The anion BH₂⁻ has a triplet and a closed-shell singlet that lie close together in energy. In the triplet, two electrons with parallel spins occupy two different orbitals. One is 3a₁, a lone pair orbital on boron in the plane of the molecule; the other is 1b₁, a boron p orbital perpendicular to that plane. In the singlet, both electrons are expected in 3a₁.

The gap is the energy of the singlet minus that of the triplet, with the atoms held at the same bent geometry. Its best estimate is 0.230 eV, so the triplet lies lower there. The singlet prefers a narrower angle, so this gap doesn't settle which state is lower after each has relaxed. The table lists the error of each level against the best estimate; a positive error means that the singlet lies too high above the triplet. Rows marked CBS are extrapolated to the basis limit.

Ansatz 0.2.0 and AFQMC afq 1 (own program): Hartree-Fock, MP2, coupled cluster and AFQMC for BH₂⁻, triplet (UHF determinant) and singlet (RHF determinant), at one fixed PBE0/def2-TZVPD geometry. The basis is aug-cc-pVTZ except in rows marked CBS, and the boron 1s core is frozen in the correlated levels. The reference level of the best estimate is CCSDT(Q).

```csv
level,this level less the best estimate at the basis limit (meV),"statistical noise, one standard error (meV)"
HF,638.0,0.000
MP2,123.0,0.000
CCSD,37.0,0.000
CCSD(T),-4.0,0.000
CCSDT,-12.0,0.000
CCSDT(Q),-18.0,0.000
ph-AFQMC/CISD,-18.0,5.000
released AFQMC,-22.0,6.000
HF/CBS,652.0,0.000
MP2/CBS,130.0,0.000
CCSD(T)/CBS,14.0,0.000
```

**(a) CCSD(T) has the smallest error in the table, -4 meV. CCSDT(Q), which treats higher excitations as well, has -18 meV. Is CCSD(T) the more accurate method here?**

*Solution.* No. The rows without the CBS mark were computed in a finite basis but are compared with a value at the basis limit. Each entry therefore adds an error of the method to an offset of the basis. The sign that something else is mixed in is the row CCSDT(Q): it is the reference level of the best estimate, and still its entry isn't zero.

The two parts separate if each method is compared with CCSDT(Q) in the same basis. For CCSD(T) this gives

$$-4-(-18)=+14\ \text{meV}.$$

CCSD(T) thus puts the singlet slightly too high, the basis offset acts the other way, and the two nearly cancel. After the same correction the errors fall at each step from Hartree-Fock (HF) through MP2, CCSD and CCSD(T) to CCSDT, as one hopes for in a hierarchy of methods, although nothing guarantees it for an energy difference.

The row CCSD(T)/CBS also reads +14 meV, but it is no independent confirmation. The best estimate was built from that very value plus the step from CCSD(T) to CCSDT(Q), so the step must reappear, with its sign reversed, as the error. Nor need the offset come from aug-cc-pVTZ alone. The sets used for the extrapolation lack diffuse functions, which matter for the loosely held electrons of an anion, so part of the offset may be an error of the best estimate itself.

**(b) Hartree-Fock puts the singlet too high by more than half an electronvolt. Why does it fail for this state in particular, and can the size of the failure be estimated?**

*Solution.* The basis isn't to blame, because at the basis limit the Hartree-Fock error is still 652 meV. What Hartree-Fock leaves out is correlation, the way in which electrons avoid one another beyond their response to an average charge cloud. An error common to both states would drop out of the gap. The singlet must therefore depend on correlation more strongly than the triplet.

The reason lies in the two electrons that distinguish the states. In the triplet they have parallel spins, and the antisymmetry of the wave function already keeps them apart. Hartree-Fock includes this effect through exchange. In the singlet they have opposite spins and share one orbital. In a single determinant, the position of one then has no influence on where the other is found, so they come close too often and their repulsion is overestimated.

Correlation repairs this, and the empty 1b₁ orbital offers a convenient way. If some of the configuration 1b₁² is mixed into 3a₁² with the opposite sign, one electron tends to be above the molecular plane while the other is below it. The triplet has no pair in 3a₁ that could use this route, and its 1b₁ orbital is already half filled.

A count of electron pairs gives the order of magnitude. The triplet has four valence electrons of one spin and two of the other, hence $4\times2=8$ pairs of opposite spin and $6+1=7$ pairs of like spin. The singlet, with three of each, has 9 and 6. Going from triplet to singlet thus replaces one like-spin pair by one opposite-spin pair.

In the MP2 calculation on the triplet, the opposite-spin pairs contribute 2.231 eV of correlation energy and the like-spin pairs 0.607 eV. If the new pair were an average one, the singlet would gain

$$\frac{2.231}{8}-\frac{0.607}{7}\approx0.19\ \text{eV}$$

more than the triplet. The calculated extra gain from Hartree-Fock to MP2 is $0.638-0.123=0.515$ eV, so this simplest picture falls well short.

The likely reason is that the new pair isn't average. Only two of the eight opposite-spin pairs in the triplet share an orbital, namely those in the two B-H bonding orbitals; the other six are spread over different orbitals and interact more weakly. Suppose that each of these six contributes only as much as a like-spin pair, 0.087 eV. A same-orbital pair then contributes $(2.231-6\times0.087)/2\approx0.85$ eV, and the singlet gains about 0.77 eV.

This second estimate is too large, but both have the right sign and order of magnitude without any fitted parameter. They aren't strict bounds. The comparison suggests that a pair sharing one orbital counts for more than an average opposite-spin pair. When two states differ in the number of doubly occupied orbitals, Hartree-Fock tends to favour the one with fewer of them, as it also does for methylene, which has the same number of electrons.

**(c) CCSD recovers more than 95 % of the correlation energy of either state, taking CCSDT(Q) as complete. Does the small remainder account for its error in the gap?**

*Solution.* Only in part. Let $C_T$ and $C_S$ be the correlation energies of triplet and singlet, and let a method miss the same fraction $m$ of both. The singlet then lies too high by $mC_S$ and the triplet by $mC_T$, so that

$$\text{gap error}=m\,(C_S-C_T).$$

Hartree-Fock misses everything, $m=1$. The difference $C_S-C_T$ is therefore its own gap error in the same basis, $638+18=656$ meV. Nothing has to be fitted, because $m$ follows from the total energies of the triplet alone.

For CCSD, $m$ is 3.8 %, and the model predicts

$$0.038\times656\approx25\ \text{meV}.$$

The calculated error against CCSDT(Q) is $37+18=55$ meV, more than twice as much. For MP2 the model does better, with 121 meV against a calculated 141 meV; for CCSD(T) it again gives far too little. The output printed below lists these comparisons.

The shortfall shows that the singlet isn't merely richer in correlation. CCSD also misses a larger fraction of it, about 4.5 % instead of 3.8 %. The gap thus brings out a weakness that the total energies almost hide: a difference of less than one percentage point in the recovered fraction, applied to about 4 eV of correlation energy, is worth some 30 meV.

Standard theory suggests why the singlet is harder. CCSD treats excitations of one and two electrons explicitly and builds higher ones as products of these, as if they were independent. That works well while every excited configuration has a small weight. If 1b₁² has a sizeable weight, however, the electrons in the B-H bonds have to adapt their own correlation to whether the pair is in 3a₁ or in 1b₁. Such a joint response involves three or more electrons at once, which is just what CCSD lacks.

The numbers fit this account. Adding triple excitations approximately, in CCSD(T), reduces the error from 55 to 14 meV. The restricted determinant of the singlet is also unstable towards an unrestricted one, in which the two electrons may occupy different orbitals, a common sign that one closed-shell configuration describes a pair poorly. Neither observation measures the weight of 1b₁², so the mixing remains the likely cause and not a proven one.

The analysis program printed:

```
Gap and error against the reference level in the same basis:
             row  gap in eV  same-basis error in meV  noise in meV
              HF      0.868                      656             0
             MP2      0.353                      141             0
            CCSD      0.267                       55             0
         CCSD(T)      0.226                       14             0
           CCSDT      0.218                        6             0
        CCSDT(Q)      0.212                        0             0
   ph-AFQMC/CISD      0.212                        0             5
  released AFQMC      0.208                       -4             6
          HF/CBS      0.882                      652             0
         MP2/CBS       0.36                      130             0
     CCSD(T)/CBS      0.244                       14             0
HF/CBS gap divided by the best estimate: 3.835
Share of the same-basis HF error left by MP2, percent: 21.49
Correlation energy of the triplet up to CCSDT(Q), eV: 3.482
Correlation energy of the singlet implied by the gaps, eV: 4.138
Triplet correlation missed by MP2, percent: 18.49
Triplet correlation missed by CCSD, percent: 3.817
Triplet correlation missed by CCSD(T), percent: 0.6696
Singlet correlation missed by MP2, percent: 18.96
Singlet correlation missed by CCSD, percent: 4.541
Singlet correlation missed by CCSD(T), percent: 0.9017
Equal-share prediction of the MP2 gap error, meV: 121.3
Equal-share prediction of the CCSD gap error, meV: 25.04
Equal-share prediction of the CCSD(T) gap error, meV: 4.392
Computed over predicted gap error, CCSD: 2.197
Shift of the HF gap from aug-cc-pVTZ to the limit, meV: 14
Shift of the MP2 gap from aug-cc-pVTZ to the limit, meV: 7
Shift of the CCSD(T) gap from aug-cc-pVTZ to the limit, meV: 18
Crude gain of the singlet if the new pair is an average opposite-spin pair, eV: 0.1921
Crude gain if it is a same-orbital pair and all other pairs are alike, eV: 0.7684
Gain of the singlet over the triplet from HF to MP2, eV: 0.515
Triplet energy of phaseless AFQMC above CCSDT(Q), meV: 9.511
```
